# Reading the optical response of a hexagonal diamond

The imaginary part of the dielectric function, $\varepsilon_2$, measures how strongly light is absorbed. The real part, $\varepsilon_1$, measures how strongly the electrons are polarised in step with the light. The label xx means an electric field in the hexagonal plane, and zz a field along the $c$ axis. The cell, in which each atom has four neighbours at 1.54 Å, fits diamond with a four-layer hexagonal stacking.

C, 8 atoms in the cell, space group P6_3/mmc (194), conventional a = 2.518, c = 8.305 Å, 5.70 Å³ an atom. Independent-particle dielectric function without local fields or excitons, curves broadened by 0.1 eV and the constant unbroadened, on a mesh 1.5 times as dense as the one given here. Ansatz 0.2.0, plane-wave PAW, scalar-relativistic; functional PBE; no spin polarisation; cutoff 420 eV; k mesh 12×12×4; Gaussian smearing of 0.02 eV. In all rows dielectric imaginary yy equals dielectric imaginary xx.

| photon energy (eV) | dielectric imaginary xx | dielectric imaginary zz | dielectric real xx | dielectric real zz |
| --- | --- | --- | --- | --- |
| 0 | 0 | 0 | 5.88 | 6.09 |
| 0.4 | 0 | 0 | 5.89 | 6.10 |
| 0.8 | 0 | 0 | 5.91 | 6.12 |
| 1.2 | 0 | 0 | 5.94 | 6.16 |
| 1.6 | 0 | 0 | 5.99 | 6.22 |
| 2 | 0 | 0 | 6.06 | 6.30 |
| 2.4 | 0 | 0 | 6.14 | 6.40 |
| 2.8 | 0 | 0 | 6.24 | 6.52 |
| 3.2 | 0 | 0 | 6.37 | 6.68 |
| 3.6 | 0 | 0 | 6.53 | 6.87 |
| 4 | 0 | 0 | 6.72 | 7.11 |
| 4.4 | 0 | 0 | 6.95 | 7.42 |
| 4.8 | 0 | 0 | 7.26 | 7.84 |
| 5.2 | 0 | 0.01 | 7.67 | 8.54 |
| 5.6 | 0.24 | 0.56 | 8.34 | 9.48 |
| 6 | 0.57 | 1.86 | 8.75 | 9.93 |
| 6.4 | 0.84 | 2.78 | 9.42 | 9.89 |
| 6.8 | 2.54 | 3.57 | 10.6 | 9.70 |
| 7.2 | 3.13 | 4.23 | 9.51 | 9.38 |
| 7.6 | 3.24 | 4.67 | 9.52 | 8.93 |
| 8 | 3.77 | 4.7 | 10.0 | 8.79 |
| 8.4 | 4.06 | 4.75 | 10.2 | 9.01 |
| 8.8 | 4.57 | 4.94 | 11.2 | 9.66 |
| 9.2 | 6.31 | 5.5 | 12.7 | 10.9 |
| 9.6 | 9.52 | 6.8 | 13.3 | 13.4 |
| 10 | 13.8 | 15.4 | 11.5 | 15.0 |
| 10.4 | 14.4 | 18.2 | 8.11 | 5.49 |
| 10.8 | 16.9 | 16.1 | 7.80 | 1.69 |
| 11.2 | 16.8 | 15.2 | 1.08 | -0.65 |
| 11.6 | 14.7 | 11 | -2.66 | -2.60 |
| 12 | 11.4 | 9.45 | -4.33 | -2.81 |
| 12.4 | 8.89 | 8.12 | -3.56 | -1.88 |
| 12.8 | 8.17 | 8.85 | -3.36 | -2.10 |
| 13.2 | 7.48 | 7.75 | -3.43 | -2.90 |
| 13.6 | 6.56 | 6.98 | -3.49 | -3.06 |
| 14 | 5.99 | 7.08 | -3.63 | -3.61 |

## 1. The band gap is 4.54 eV. Why is nothing absorbed at 4.8 eV?

The gap of 4.54 eV separates a valence state and a conduction state with different crystal momenta. It is read on a mesh of momenta, so the full PBE gap could be slightly smaller. A photon carries almost no momentum, so by itself it can only lift an electron vertically in the band diagram. The smallest vertical gap on the calculated mesh is 5.30 eV, and clear absorption appears in the next row above it, at 5.6 eV. The trace of 0.01 in zz at 5.2 eV is consistent with the broadening of the curves.

In a real crystal, lattice vibrations can supply the missing momentum. Weak absorption can then begin near the indirect gap. That process is absent here, so the zeros at 4.8 eV show a missing mechanism, not perfect transparency.

## 2. Why does the real part rise where nothing is absorbed?

Think of a bound electron as a mass on a spring. A slow field displaces it by a fixed amount; a field closer to the natural frequency displaces it further, even before it absorbs noticeably. The crystal holds many such oscillators, one for each allowed transition. The Kramers–Kronig relation adds them up:

$$\varepsilon_1(E)=1+\frac{2}{\pi}\int_0^\infty\frac{\omega\,\varepsilon_2(\omega)}{\omega^2-E^2}\,d\omega .$$

Here $E$ is the photon energy and $\omega$ the energy at which absorption occurs; within an absorbing range the integral is taken as a principal value.

Two limits explain the curve. Transitions far above $E$ give a nearly constant background, because $E^2$ hardly matters beside $\omega^2$. Transitions just above $E$ give a contribution that grows steeply as the photon approaches them. The real part therefore climbs slowly through the visible range and faster towards the absorption edge.

## 3. Which direction has the larger static constant, and why?

The static constant is 6.09 along the axis and 5.88 in the plane. At $E=0$ the relation above gives each piece of absorption the weight $1/\omega$. Absorption at low energy thus counts more than equally strong absorption at high energy. In spring language, a softly bound electron yields more to a steady field.

The row at 6 eV shows how this works. There $\varepsilon_2$ is 1.86 for zz and 0.57 for xx, an excess of 1.29. With rows 0.4 eV apart, this row adds

$$\frac{2}{\pi}\times 0.4\times\frac{1.29}{6}\approx 0.05$$

to the static difference. The same excess at 12 eV would add only half as much.

Summing all rows in this way, with half weight for the last, splits the difference into two parts. From 5.2 to 8.8 eV, zz absorbs more in every row and gains 0.33. From 9.2 to 14 eV, xx absorbs more on balance and takes back 0.12. The net result is about 0.2, as in the table, so the larger static constant along the axis comes from the stronger absorption between the edge and about 9 eV.

The sum stops at 14 eV and recovers about 80 % of $\varepsilon_1-1$ in each direction. Most of the rest must come from absorption at higher energies, which therefore seems to differ little in total between the two directions. Because both parts of the response describe the same transitions, this agreement shows where in the spectrum the difference arises but doesn't test the theory behind it. Both directions share the same bands and the same transition energies, so what differs is how strongly each field couples the states. Why that coupling favours the axis near the edge depends on the form of the states, which the table doesn't show.

## 4. Why does the difference between the directions grow towards the edge?

The real part along the axis exceeds that in the plane by 0.21 at zero energy, by 0.39 at 4 eV and by 0.87 at 5.2 eV. As the photon energy increases, the transitions just above the edge gain weight fastest, and these are the ones that favour zz. A transition at 6 eV contributes 80 % more at $E=4$ eV than at $E=0$, since $36/(36-16)=1.8$. For a transition at 12 eV the gain is only about 13 %.

The sums over the rows show the same shift of weight. Absorption below 9 eV supplies 19 % of the static xx sum but 39 % of its rise between 0 and 4 eV. The calculated rise is 0.79, against 0.84 in the table. The truncation at 14 eV does less harm here than in the static sum, because distant transitions hardly affect the slope.

The refractive index equals $\sqrt{\varepsilon_1}$ where there is no absorption. At 2 eV it is larger by about 0.05 for light polarised along the axis. This birefringence grows to about 0.07 at 4 eV, for the reason just given.

## 5. The real part becomes negative above 11 eV. Has the crystal become a metal?

No. An oscillator driven below its natural frequency moves in step with the force; driven above it, the oscillator lags and finally moves against the force. When strong transitions lie just below the photon energy, their opposing response can outweigh everything else and make $\varepsilon_1$ negative.

The table shows this order in both directions. Absorption is largest at 10.4 eV for zz and at 10.8 eV for xx, and the real part is first negative at 11.2 and 11.6 eV, respectively. The gap of 4.54 eV settles the question, because it leaves no free electrons at zero temperature. The low-energy end of the table agrees: free electrons would drive $\varepsilon_1$ to large negative values there, whereas here it settles near 6.

A strong peak of this kind can arise where a valence and a conduction band run nearly parallel. Many electrons with different momenta then absorb at almost the same photon energy. The bands that would confirm this for the present cell aren't given.

## 6. What would change with another stacking, another gap or another element?

With ideal cubic stacking, the xx and zz columns would be identical. A cubic crystal has several equivalent threefold axes, and a dielectric tensor that respects all of them can't favour one direction. Hexagonal stacking leaves a single special axis, although each atom still has four near neighbours. The cell is also about 1 % taller along that axis than ideal tetrahedral layers would be, and one calculation can't separate this stretch from the stacking itself.

PBE underestimates the gap of diamond by more than 1 eV. Suppose the whole absorption curve moved up by 1 eV with its shape and height unchanged. Each weight $1/\omega$ would become $1/(\omega+1)$, and the static constant would fall by a few tenths. This is only an order of magnitude, since a better theory would also reshape the curve.

Silicon illustrates the opposite direction. Its longer, weaker bonds separate bonding and antibonding states less, so strong absorption begins at lower energy and the electrons yield more easily. Its static constant is roughly 12, about twice the values here. The rule for a neighbouring material is to ask first where its strong absorption lies, and only then how wide its smallest gap is.

## 7. Which digits can be trusted?

The answer depends on the comparison. The calculation estimates its own error in the static constant at 0.4 % of the value, or about 0.02. The difference of 0.21 between the directions is roughly nine times larger, so its sign and approximate size should hold within this level of theory, provided the estimate covers the main numerical errors.

Fine structure in the spectrum deserves less trust. Between 6.4 and 6.8 eV, the imaginary part for xx jumps from 0.84 to 2.54. A new pair of bands could cause such a step, but so could a mesh of crystal momenta that is too coarse, and a denser mesh would help to decide. The peak positions are also known only to the spacing of the rows.

Comparison with a measured spectrum is the most demanding use. The small PBE gap is expected to place the edge and the main peak too low in energy. The attraction between the excited electron and its hole would move strength towards lower energy, so leaving it out should partly offset the first error. The neglected local fields are expected to lower the static constant by several per cent. That last correction may well exceed the difference between xx and zz. The order of the two constants survives it if both directions are lowered by similar amounts, which is plausible for such similar bonding but wasn't calculated.
